# Office hours: limits and scaling of the scattering force and the Zeeman slower

**Student:** More light should mean more force. Why does radiation pressure on an atom have a ceiling?

**Lecturer:** Take a two-level atom with linewidth $\Gamma$, Rabi frequency $\Omega$ and detuning $\Delta$, laser minus atom, in the atom's frame. With $H=-\hbar\Delta|e\rangle\langle e|+\tfrac{\hbar\Omega}{2}(|e\rangle\langle g|+|g\rangle\langle e|)$ the optical Bloch equations are

$$\dot\rho_{ee}=-\Gamma\rho_{ee}-\Omega\,\mathrm{Im}\rho_{eg},\qquad \dot\rho_{eg}=(i\Delta-\tfrac{\Gamma}{2})\rho_{eg}-\tfrac{i\Omega}{2}(1-2\rho_{ee}).$$

In the steady state the second gives $\mathrm{Im}\rho_{eg}=-\tfrac{\Omega\Gamma}{4}(1-2\rho_{ee})/(\Delta^2+\Gamma^2/4)$, and the first then gives $\rho_{ee}=(\Omega^2/4)/(\Delta^2+\Gamma^2/4+\Omega^2/2)$. In one plane wave, stimulated emission returns the momentum that absorption took. Only cycles that end in spontaneous emission leave a net $\hbar k$, and they run at the rate $\Gamma\rho_{ee}$. With $s_0=2\Omega^2/\Gamma^2=I/I_{\rm sat}$ and $x=2\Delta/\Gamma$,

$$F=\hbar k\frac{\Gamma}{2}f,\qquad f=\frac{s_0}{1+s_0+x^2}<1,$$

so the acceleration stays below $a_{\max}=\hbar k\Gamma/2m$.

**Student:** And $\Delta=\delta-kv$, as I learned it.

**Lecturer:** It is $\delta-\mathbf k\cdot\mathbf v$, with $\delta=\omega_L-\omega_0$. In a slower the atom moves along $+z$ with speed $v$ and the light along $-z$, so the Doppler term is $+kv$ and the force points along $-z$. Let $B$ be the signed $z$ component of the field and $\mu'=(g_em_e-g_gm_g)\mu_B$. Then

$$\Delta=\delta+kv-\mu'B/\hbar .$$

**Student:** That is many parameters. What survives dimensional analysis?

**Lecturer:** The quantities $\hbar,k,m,\Gamma$ span three dimensions, so they leave one pure number, $\epsilon=\omega_r/\Gamma$, with $\omega_r=\hbar k^2/2m$. Typical inputs for the $^1S_0\to{}^1P_1$ line of $^{88}$Sr: $\lambda=461$ nm, $\Gamma/2\pi=30$ MHz, $m=87.9$ u, $g_e=1$, no nuclear spin. Driving $m_e=+1$ from the $J=0$ ground state gives $\mu'=\mu_B$, or $\mu'/h=1.40$ MHz/G.

| scale | formula | value |
|---|---|---|
| time | $1/\Gamma$ | 5.31 ns |
| recoil velocity | $v_r=\hbar k/m$ | 9.85 mm/s |
| recoil frequency | $\omega_r/2\pi$ | 10.7 kHz |
| small parameter | $\epsilon$ | $3.56\times10^{-4}$ |
| velocity | $\Gamma/k$ | 13.8 m/s |
| field | $\hbar\Gamma/\mu'$ | 21.4 G |
| acceleration | $a_{\max}=\epsilon\Gamma^2/k$ | $9.28\times10^{5}$ m/s² |
| length | $\ell=(\Gamma/k)^2/2a_{\max}$ | 0.103 mm |
| intensity | $I_{\rm sat}=\pi hc\Gamma/3\lambda^3$ | 40.0 mW/cm² |

The linewidth is a round input, so the third figure serves only to carry the arithmetic.

**Student:** Why isn't the length scale $1/k$, which is 73.4 nm?

**Lecturer:** Because $\ell=1/(2\epsilon k)$. It is the distance in which $a_{\max}$ stops an atom whose Doppler shift is one linewidth. The same $\epsilon$ licenses the steady state: in a time $1/\Gamma$ the Doppler shift changes by at most $ka_{\max}/\Gamma=\epsilon\Gamma$, and the recoil shift of the line is also $\epsilon\Gamma$. Both corrections are a few parts in $10^4$ of the linewidth. On a line so narrow that $\epsilon\sim1$, a smooth mean force would lose its meaning.

**Student:** Go through the regimes of $f$.

**Lecturer:** Define $s=s_0/(1+x^2)$, so that $f=s/(1+s)$.

- Weak light, $s\ll1$: $f\simeq s-s^2$. The linear law is too high by the factor $1+s$.
- Strong light, $s\gg1$: $f\simeq1-1/s$. Reaching $f=0.9$ on resonance takes $s_0=9$, or 360 mW/cm².
- The crossover $s=1$ lies at $x^2=s_0-1$, so below $I_{\rm sat}$ no detuning reaches it.
- Near resonance: $f\simeq\frac{s_0}{1+s_0}\left[1-\frac{x^2}{1+s_0}\right]$.
- Far wing: $f\simeq\frac{s_0}{x^2}\left[1-\frac{1+s_0}{x^2}\right]$.

The last two meet at $x^2=1+s_0$, the half maximum. The full width in velocity is $(\Gamma/k)\sqrt{1+s_0}$, which is 24.0 m/s at $s_0=2$.

**Student:** Then raise $s_0$ until that width covers the thermal beam, and throw away the magnet.

**Lecturer:** Choose a capture speed $v_0=450$ m/s. Then $kv_0/2\pi=976$ MHz and $kv_0/\Gamma=32.5$. A full width equal to $v_0$ needs $s_0\simeq(kv_0/\Gamma)^2=1.06\times10^3$, or 42 W/cm². The field is cheaper. Demand a constant deceleration $\eta a_{\max}$. Then $v\,dv/dz=-\eta a_{\max}$ gives $v_d(z)=v_0\sqrt{1-z/L}$ with

$$L=\frac{v_0^2}{2\eta a_{\max}}=\frac{\ell}{\eta}\left(\frac{kv_0}{\Gamma}\right)^2 .$$

A constant force in a uniform beam needs a constant $\Delta=\Delta_0$, and solving for $B$ gives

$$B(z)=B_{\rm bias}+B_0\sqrt{1-z/L},\qquad \mu'B_0=\hbar kv_0,\qquad \mu'B_{\rm bias}=\hbar(\delta-\Delta_0).$$

**Student:** Why keep $\Delta_0$? Sit on resonance, set $\eta=1$, and build the shortest slower.

**Lecturer:** Two objections. First, $f(\Delta_0)=\eta$ means $x_0^2=s_0/\eta-1-s_0$, which is solvable only for $\eta\le\eta_m=s_0/(1+s_0)$. The value $\eta=1$ needs infinite intensity. Second, stability. Let $u=v-v_d(z)$. Along the path $\dot v_d=v\,dv_d/dz=-\eta a_{\max}v/v_d$, so

$$\dot u=-a_{\max}f(\Delta_0+ku)+\eta a_{\max}\left(1+\frac{u}{v_d}\right)\simeq-\left(\gamma-\frac{\eta a_{\max}}{v_d}\right)u,$$

with $\gamma=a_{\max}k\,df/d\Delta=-4\omega_rx_0s_0/(1+s_0+x_0^2)^2$. This is positive only on the red side, $x_0<0$, where a fast atom moves towards resonance and is braked harder. Eliminating $x_0$,

$$\gamma=4\omega_r\,\frac{\eta^{3/2}}{\sqrt{s_0}}\sqrt{1-\eta/\eta_m}.$$

For $\eta\ll\eta_m$, $\gamma\propto\eta^{3/2}(1-\eta/2\eta_m)$, and the slower grows as $1/\eta$ while its grip weakens. As $\eta\to\eta_m$, $\gamma$ vanishes as a square root: on resonance nothing restores the atom. The maximum lies at $\eta=\tfrac34\eta_m$, where $\gamma=\tfrac{3\sqrt3}{4}\omega_r\,s_0/(1+s_0)^{3/2}$.

**Student:** Which grows as $s_0$ and falls as $s_0^{-1/2}$, so there is a best intensity.

**Lecturer:** At $s_0=2$. There $\eta_m=2/3$, $\eta=1/2$, $x_0=-1$ and $\gamma=\omega_r/2$. Adopt that point: $I=80$ mW/cm², $\Delta_0/2\pi=-15$ MHz, $1/\gamma=29.8$ µs. The model gives $L=21.8$ cm and $B_0=697$ G. The stopping time is $v_0/\eta a_{\max}=0.970$ ms, which is $kv_0/\Gamma=32.5$ damping times. The offset $\Delta_0$ moves the bias by 10.7 G, half a field unit. That is small against $B_0$, but it is the whole distance from the stable point to the top of the line.

**Student:** How much imperfection does it tolerate?

**Lecturer:** Following the field requires $(\mu'/\hbar k)\,v\,|dB/dz|\le\eta_ma_{\max}$, and the design uses $\eta a_{\max}$. The gradient may exceed its design value by $\eta_m/\eta=4/3$. The intensity may fall to $s_0=\eta/(1-\eta)=1$, a factor of two. An atom that is too fast is recovered as long as $\dot u<0$. Without the term $u/v_d$ this holds up to the mirror point $\Delta=+|\Delta_0|$, that is $u=2|\Delta_0|/k=13.8$ m/s. With it, the root of $\dot u=0$ at the entrance is 13.4 m/s. For a sharp field edge the capture speed therefore exceeds $v_0$ by 3.0 per cent, a correction of order $\Gamma/kv_0$.

**Student:** The profile has infinite slope at $z=L$. No coil makes that.

**Lecturer:** None has to. The slope is $|dB/dz|=\hbar k\eta a_{\max}/\mu'v_d$: 16.0 G/cm at the entrance, and 240 G/cm at an exit speed $v_f=30$ m/s. The profile is cut at $z_f=L(1-v_f^2/v_0^2)$, which drops only the last 0.97 mm. The cusp is also unstable. The net damping changes sign at

$$v_c=\frac{\eta a_{\max}}{\gamma}=\frac{\Gamma}{k}\,\frac{\sqrt{s_0/\eta}}{4\sqrt{1-\eta/\eta_m}},$$

which equals $\Gamma/k=13.8$ m/s at our point, at a distance $\ell/\eta=0.206$ mm before $L$. The reason is kinematic: a slow atom lingers where the field was meant for faster ones. For $v_d\gg v_c$ the correction to $\gamma$ is the fraction $v_c/v_d$. At 30 m/s the damping is already down to 0.54 of $\gamma$.

**Student:** The bias looks like pure convention. Only $\delta-\mu'B/\hbar$ matters.

**Lecturer:** Inside the coil, yes. Outside, where $B\to0$, the atom sees $\Delta=\delta+kv_f$. With $B_{\rm bias}=0$ we have $\delta=\Delta_0$, so past a sharp edge $\Delta/2\pi=+50$ MHz and $f=0.14$, and further slowing carries the atom into resonance. With $w=kv_f/\Gamma=2.17$, integrating $v\,dv/dz=-fa_{\max}$ gives a stopping distance $\ell(2w^2-\tfrac43w^3+w^4)=18\,\ell$, or 1.85 mm. Choose instead $\delta/2\pi=-500$ MHz. Then $B_{\rm bias}=-347$ G, and the field runs from $+351$ G through zero to $-300$ G. The ground state has a single sublevel, so the zero crossing has no other ground state to pump into. After the exit $\Delta/2\pi=-435$ MHz and $f=2.4\times10^{-3}$.

**Student:** Negligible.

**Lecturer:** Compare it with the right thing. That is $2.2\times10^3$ m/s². Over an assumed drift of $d=10$ cm, $2fa_{\max}d=440$ m²/s² against $v_f^2=900$ m²/s². Integrating $v\,dv/dz=-fa_{\max}$ with the detuning updated takes the atom from 30 to 22 m/s. The governing ratio is $(d/\ell)f/(kv_f/\Gamma)^2=0.49$: the wing is weak, but $d/\ell$ is large. In the wing this ratio scales as $s_0d/(\Delta v_f)^2$, and near unity the atom is turned back.

**Student:** You average over photons. What about the noise?

**Lecturer:** The number of cycles is $N=(v_0-v_f)/v_r=4.27\times10^4$. Along $z$ the kicks feed a velocity variance at the rate $c\,v_r^2\eta\Gamma/2$, with $c$ of order one, and damping removes it at $2\gamma$. At our point this gives $c\hbar\Gamma/2m$. The scale is $\sqrt{\hbar\Gamma/m}=0.37$ m/s, only $\sqrt{2\epsilon}=0.027$ of $\Gamma/k$, so diffusion does not carry atoms over the margin. Across the beam nothing damps. For the pattern $\propto1+\cos^2\theta$ of a circular dipole, $\langle\cos^2\theta\rangle=2/5$, which leaves $3/10$ for each transverse axis. The rms speed per axis is $v_r\sqrt{3N/10}=1.11$ m/s, or 37 mrad at the exit. It grows only as $\sqrt{v_rv_0}$ and would rival $v_f$ near 1 m/s, far below $v_c$. The initial divergence of the beam is a separate matter: slowing multiplies it by $v_0/v_f=15$.

**Student:** How long a slower is worth building?

**Lecturer:** In an effusive beam the flux goes as $v^3e^{-mv^2/2k_BT}$. The fraction below $v_0$ is

$$P=1-(1+y)e^{-y},\qquad y=\frac{mv_0^2}{2k_BT}=\frac{L}{L_T},\qquad L_T=\frac{k_BT}{m\eta a_{\max}} .$$

For $y\ll1$, $P\simeq\tfrac12y^2(1-\tfrac23y)$, so the yield grows as $L^2$, while $B_0$ grows as $\sqrt L$. For $y\gg1$ the shortfall $(1+y)e^{-y}$ dies exponentially. The crossover is at $L\sim L_T$. For an assumed oven at 800 K, $L_T=16.3$ cm, $y=1.34$ and $P=0.39$.

**Student:** So double the length and catch most of them, if the atom really has two levels.

**Lecturer:** That condition is the weak point for strontium. The $^1P_1$ state leaks to $5s4d\,^1D_2$ with a branching $b$ per cycle. Typical values in use lie between $2\times10^{-5}$ and $5\times10^{-5}$. The new group is $Nb$, and the survival is $e^{-Nb}$. It defines a velocity $v_r/b$, here 492 or 197 m/s. For $v_0-v_f\ll v_r/b$ the loss is $Nb(1-Nb/2)$, and above it the survival falls exponentially. An atom that enters at $v_0$ has $Nb=0.85$ or $2.13$, and survives with probability 0.43 or 0.12.

**Student:** But part of that population decays back to the ground state.

**Lecturer:** Too late. The design speed drops by the margin $2|\Delta_0|/k$ in 29.8 µs, and the typical lifetime of $^1D_2$ is 0.3 ms, longer by a factor of 10. Most returning atoms are too fast for the local field. Counting every leak as a loss and weighting the flux between $v_f$ and $v_0$ with $e^{-b(v-v_f)/v_r}$ lowers the model's fraction from 0.39 to 0.21 or 0.09. These fractions refer to atoms that stay inside the light, and transverse losses reduce them further. The leak leaves $F$ and $B(z)$ untouched, since $b\ll1$ per cycle, but it rivals the capture fraction itself. The extra atoms that a longer slower reaches are the fast ones, which the leak removes most.

**Student:** And if my laser gives only $s_0=1$?

**Lecturer:** The best-damped point moves to $\eta=\tfrac34\cdot\tfrac12=0.375$. $B_0$ depends on $v_0$ alone and stays at 697 G, $N$ is unchanged, and $L$ grows to 29.1 cm. The lengths of 22 to 29 cm and the used field span of 651 G are the model's numbers for the chosen $v_0$ and $v_f$. They fall in the range typical of strontium slowers, some 20 to 30 cm with a span of several hundred gauss.